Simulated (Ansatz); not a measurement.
HgPt: pressure and energy less free atoms against volume scale

Results calculated with Ansatz 0.2.0, not measured. Periodic Kohn-Sham DFT of a crystal at fixed atoms, scaled to volume_scale times the given cell; pressure positive in compression, energy less spherical unpolarised free atoms, largest_vzz the field gradient of largest size among the nuclei.

The cell before it is scaled or strained (space group P4/mmm, No. 123):
```
cell vectors (Å)
   2.9710     0.0000     0.0000
   0.0000     2.9710     0.0000
   0.0000     0.0000     3.8250
atoms (fractions of the cell vectors)
Hg  0.00000  0.00000  0.00000
Pt  0.50000  0.50000  0.50000
```

Settings of every row: method all-electron LAPW; functional LDA; relativity scalar; k mesh 12x12x10; filling fermi-dirac; smearing width 0.03 eV; basis error target 0.5 meV/atom; nucleus gaussian.

Atom start moment: 0 on all atoms.

Limits: no spin-orbit coupling on heavy atoms.

| row | volume scale | V (Å³/atom) | pressure (GPa) | energy less free atoms (eV/atom) |
| --- | --- | --- | --- | --- |
| 1 | 0.94 | 15.868 | 12.105 | -4.2796 |
| 2 | 0.96 | 16.206 | 6.9 | -4.2996 |
| 3 | 0.98 | 16.544 | 2.339 | -4.3092 |
| 4 | 0.99 | 16.713 | 0.276 | -4.3105 |
| 5 | 1 | 16.881 | -1.654 | -4.3098 |
| 6 | 1.01 | 17.05 | -3.459 | -4.3071 |
| 7 | 1.02 | 17.219 | -5.146 | -4.3026 |
| 8 | 1.04 | 17.557 | ? | ? |
| 9 | 1.06 | 17.894 | -10.833 | -4.2683 |

Question: what pressure and energy less free atoms should row 8 give?

Worked fit of pressure. Take u = (V_r/V)^(2/3) − 1 with V_r = 16.797 Å³ an atom, which is twice the finite (Eulerian) strain; such expansions in the strain, on which the Birch-Murnaghan equation of state is built, carry the rest volume and the bulk modulus. The shown rows have u = 0.03866, 0.02417, 0.01017, 0.00335, -0.00332, -0.00992, -0.01641, -0.0413. Least squares give pressure = −0.7054 + 288.097 × u + 1079.7 × u² + 1006 × u³ GPa; a parabola predicts inner rows, each left out in turn, worse (root mean square 0.016 against 0.004 GPa). The rows lie off it by 0.001, -0.003, 0.002, 0.004, -0.004, -0.001, 0.001, 0.000. The pressure vanishes at u = 0.0024, or V = 16.74 Å³ an atom, and there the bulk modulus at fixed shape and fractions is B = −V dP/dV = (2/3)(1 + u) dP/du = 196 GPa. Letting shape and atoms relax would as a rule lower it, by much in layered, chain or molecular crystals. The withheld row has u = -0.02907, so the fit gives −0.7054 + 288.097 × (-0.02907) + 1079.7 × (-0.02907)² + 1006 × (-0.02907)³ = -8.193 GPa.

The calculation gave -8.191 GPa. The fit lies 0.002 GPa (0.0087 % of the column's range) below it; its largest miss of a shown row is 0.004 GPa.

Worked fit of energy less free atoms. Take u = (V_r/V)^(2/3) − 1 with V_r = 16.797 Å³ an atom, which is twice the finite (Eulerian) strain; such expansions in the strain, on which the Birch-Murnaghan equation of state is built, carry the rest volume and the bulk modulus. The shown rows have u = 0.03866, 0.02417, 0.01017, 0.00335, -0.00332, -0.00992, -0.01641, -0.0413. Least squares give energy less free atoms = −4.31043 − 0.1114 × u + 22.776 × u² + 18.8 × u³ eV/atom; a parabola predicts inner rows, each left out in turn, worse (root mean square 0.00029 against 5.6e-05 eV/atom). All shown rows lie on it to the printed digit. Its lowest point lies at u = 0.0024, or V = 16.74 Å³ an atom, and the curvature there gives the bulk modulus at fixed shape and fractions, B = (4/9)(1 + u)² E″(u)/V = 196 GPa. Letting shape and atoms relax would as a rule lower it, by much in layered, chain or molecular crystals. The withheld row has u = -0.02907, so the fit gives −4.31043 − 0.1114 × (-0.02907) + 22.776 × (-0.02907)² + 18.8 × (-0.02907)³ = -4.2884 eV/atom.

The calculation gave -4.2884 eV/atom. The fit meets it to the printed digit.
